Which arrangement of C₂H₆Ge lies lower: a germanium atom that holds two methyl groups and keeps a lone pair, or one that bonds to three hydrogens and a vinyl group? The first is dimethylgermylene, Ge(CH₃)₂, with divalent germanium. The second is vinylgermane, H₂C=CH–GeH₃, with tetravalent germanium. The isomer energy below is that of vinylgermane minus that of the germylene, so a positive value favours the germylene.

Isomer energies of C₂H₆Ge, computed with Ansatz 0.2.0 and tblite 0.8.0 (xTB rows) at B3LYP-D4/def2-TZVP geometries. Each value is the electronic energy of vinylgermane minus that of dimethylgermylene, both with charge 0 and spin multiplicity 1. The xTB rows use an electronic temperature of 300 K.

```
        result level  result isomer energy (kJ/mol)
            GFN1-xTB                          -8.20
            GFN2-xTB                         100.20
        HF/def2-TZVP                           7.10
    PBE-D4/def2-TZVP                          33.00
   BLYP-D4/def2-TZVP                          33.80
 r2SCAN-D4/def2-TZVP                          20.20
    PBE0-D4/def2-SVP                          23.80
   PBE0-D4/def2-TZVP                          29.20
r2SCAN0-D4/def2-TZVP                          21.80
   LC-wPBE/def2-TZVP                          19.20
   RPA-PBE/def2-TZVP                          18.40
       MP2/def2-TZVP                          17.50
      CCSD/def2-TZVP                          17.40
   CCSD(T)/def2-TZVP                          14.70
```

Thirteen of the fourteen rows favour the germylene, and only GFN1-xTB reverses the order. That agreement reassures less than it seems to, because the values are spread far more widely than the energy difference is large. CCSD(T), which treats electron correlation most completely here, gives 14.7 kJ/mol, while PBE, a gradient-corrected functional, gives 33.0. The choice of level therefore matters even where the sign does not change.

A likely reason lies in the bonds. Going from the germylene to vinylgermane breaks one Ge–C and three C–H bonds, forms three Ge–H bonds, and puts a C=C double bond between carbons that were not bonded before. The lone pair on germanium is used up in the process. With rough recalled bond energies in kJ/mol, and no energy assigned to the lone pair, the estimate runs:

bonds broken: 240 + 3 × 410 = 1470
bonds formed: 3 × 290 + 610 = 1480
isomer energy ≈ 1470 − 1480 = −10

This estimate uses no row of the table. It misses the CCSD(T) value by about 25 kJ/mol and even gets the sign wrong, yet the miss is less than 2 % of either sum. Its use is to show that the isomer energy is a small remainder of two large, nearly equal amounts. A method that is slightly better for one kind of bond than for another shows that imbalance almost undiluted. The same reasoning carries over to other pairs of isomers: if they differ only by rotation about a bond, every bond is kept and most of the error cancels, whereas a change in bond types or in the valence of germanium removes that protection.

The two tight-binding methods show how large the errors can become, though the rows do not reveal which of their parameters are to blame. GFN2-xTB places vinylgermane 100 kJ/mol above the germylene, and GFN1-xTB places it 8 below. All energies were computed at structures relaxed with a density functional, so neither method sits at its own minimum, but the forces on the GeH₃ hydrogens suggest that relaxing them would change the energies by only a few kJ/mol. This has a practical consequence for structure searches. A search that ranks candidates with GFN2-xTB and discards everything more than 50 kJ/mol above the best would throw vinylgermane away, although CCSD(T) finds it close by. These methods may propose structures here, but they should not decide which ones survive.

Among the density functionals without exact exchange, the most useful step is the one from PBE to r2SCAN. The latter also uses the kinetic-energy density of the electrons, which gives it more information about the kind of bond at each point. The step lowers the isomer energy by 12.8 kJ/mol and brings it to within 5.5 of CCSD(T), while the calculation stays in the same general class of cost. That the extra information is what helps here is plausible, but these rows do not test it.

Adding a fixed share of exact exchange is a less dependable remedy. It lowers the PBE result by 3.8 kJ/mol on the way to PBE0, but raises the r2SCAN result by 1.6 on the way to r2SCAN0. The effect of the added exchange thus depends on the functional that receives it. For this pair of molecules, replacing PBE by r2SCAN achieves more than turning PBE into PBE0, and a hybrid also costs more. LC-wPBE, which applies exact exchange at long range, does reach 19.2 kJ/mol, but it also alters the rest of the exchange functional and carries no D4 label, so it does not isolate the effect of exact exchange.

The two PBE0 rows contain a trap. In the small SVP basis PBE0 gives 23.8 kJ/mol, and in the larger TZVP basis 29.2. The small basis looks better against CCSD(T) only because its own error partly offsets that of the functional. Anyone who chose it for that agreement would be relying on two errors to keep cancelling in the next molecule.

The wavefunction methods show what correlation contributes. Hartree–Fock, which leaves it out, gives 7.1 kJ/mol, and CCSD raises this by 10.3 in favour of the germylene. It is tempting to credit the lone pair on germanium, whose two electrons avoid each other. In the MP2 energies, however, about half of the gain comes from electrons of equal spin, and these always occupy different orbitals. That half cannot arise within the lone pair itself, so correlation between different electron pairs matters too.

The triple excitations in CCSD(T) then take back 2.7 kJ/mol, because they stabilise vinylgermane slightly more. One caution applies to the starting point: the closed-shell Hartree–Fock solution of the germylene is unstable towards a spin-polarised one, so a lower Hartree–Fock energy exists, and the same test was undecided for vinylgermane. The coupled-cluster amplitudes are small in both molecules, which supports using CCSD(T) as the yardstick for the other rows.

The yardstick has a width of its own. PBE0 moved by 5.4 kJ/mol between the two basis sets, and correlated methods usually converge more slowly with basis size. The 3d electrons of germanium were also correlated without the basis functions designed for them. Relativity is missing as well, as the size of the total energies shows. It binds the 4s electrons of germanium more tightly and should therefore favour the germylene, whose lone pair is largely 4s. An error of several kJ/mol or more in the CCSD(T) value is therefore credible. The relativistic part should be similar for r2SCAN, LC-wPBE, RPA, MP2 and CCSD and largely cancel when they are compared with CCSD(T), but the basis errors need not cancel. These five levels should therefore not be ranked by their small distances from it.

Whether such distances matter depends on the purpose. If the two isomers could reach equilibrium, an energy error Δ would change their computed population ratio by the factor

exp(Δ / RT)

where R is the gas constant and T the temperature. At room temperature RT is about 2.5 kJ/mol. Measured against CCSD(T), the deviation of r2SCAN changes the ratio about ninefold, and that of PBE about 1600-fold. r2SCAN is good enough to recognise that the isomers are close in energy, but not to predict the composition of a mixture.

All these values are electronic energies, and for isomers this close the motion of the nuclei can shift the balance by a similar amount. Methane and germane show the direction. A hydrogen on germanium sits in a softer bond than one on carbon, vibrates more slowly and so has less zero-point energy. Vinylgermane has moved three hydrogens from carbon to germanium and should gain in the same way. The comparison gives the direction only, since the new double bond stiffens other vibrations.

A rough count over all vibrations, with typical wavenumbers, puts the net gain of vinylgermane at the order of ten kJ/mol. That is comparable to the whole CCSD(T) preference for the germylene. Once zero-point energy is included, the true order of the two isomers is open, even though nearly every row agrees on the electronic one. PBE would still favour the germylene clearly, and would do so with unjustified confidence.

This sets the order in which to spend computer time. For sorting many structures, r2SCAN in the TZVP basis is a sensible first choice among these rows, with an energy window wide enough to allow for its error. One pair of isomers cannot show how large that error is elsewhere, so a few other pairs should be checked too. For a close pair such as this one, the next step is a vibrational calculation with the same functional, because the correction it supplies is probably larger than the difference between r2SCAN and CCSD(T). The last step is a better electronic energy, which is also needed before the order of the two isomers can be settled.

For that last step, cost grows steeply with size. When a molecule is doubled at the same quality of basis, conventional MP2 becomes about 32 times as expensive and CCSD(T) about 128 times. With nine atoms CCSD(T) is still affordable, and the effort is best put into a larger basis with proper functions for the germanium 3d shell, and into a relativistic treatment. Even then the answer concerns only these two isomers: they came from short searches, and another arrangement of the same atoms may lie lower than both.

The printed analysis that follows lists each level's deviation from CCSD(T), together with the bond, vibration and relaxation estimates used here.

Printed output of the fit:

```
Deviation from the CCSD(T) row in kJ/mol:
                   row  level less CCSD(T)
              GFN1-xTB               -22.9
              GFN2-xTB                85.5
          HF/def2-TZVP                -7.6
      PBE-D4/def2-TZVP                18.3
     BLYP-D4/def2-TZVP                19.1
   r2SCAN-D4/def2-TZVP                 5.5
      PBE0-D4/def2-SVP                 9.1
     PBE0-D4/def2-TZVP                14.5
  r2SCAN0-D4/def2-TZVP                 7.1
     LC-wPBE/def2-TZVP                 4.5
     RPA-PBE/def2-TZVP                 3.7
         MP2/def2-TZVP                 2.8
        CCSD/def2-TZVP                 2.7
     CCSD(T)/def2-TZVP                   0
GFN2 less GFN1 in kJ/mol: 108.4
Step from HF to CCSD in kJ/mol: 10.3
Step from CCSD to CCSD(T) in kJ/mol: -2.7
Opposite-spin MP2 part of the difference in kJ/mol: 5.262
Same-spin MP2 part of the difference in kJ/mol: 5.105
Step from PBE to r2SCAN in kJ/mol: -12.8
Step from PBE to PBE0 in kJ/mol: -3.8
Step from r2SCAN to r2SCAN0 in kJ/mol: 1.6
r2SCAN0 predicted with the PBE shift in kJ/mol: 16.4
Miss of that prediction in kJ/mol: -5.4
PBE0 step from SVP to TZVP in kJ/mol: 5.4
Rough sum of bonds lost in kJ/mol: 1470
Rough sum of bonds gained in kJ/mol: 1480
Bond-count estimate of the isomer energy in kJ/mol: -10
Rough zero-point change of the isomer energy in kJ/mol: -13.7
Rough GFN1 relaxation of three Ge-H bonds in kJ/mol: 5.225
Rough GFN2 relaxation of three Ge-H bonds in kJ/mol: 3.149
Thermal energy at 298 K in kJ/mol: 2.478
Factor in the population ratio from the r2SCAN deviation: 9.205
Factor in the population ratio from the PBE deviation: 1613
Cost factor of MP2 for doubled size by fifth-power scaling: 32
Cost factor of CCSD(T) for doubled size by seventh-power scaling: 128
```
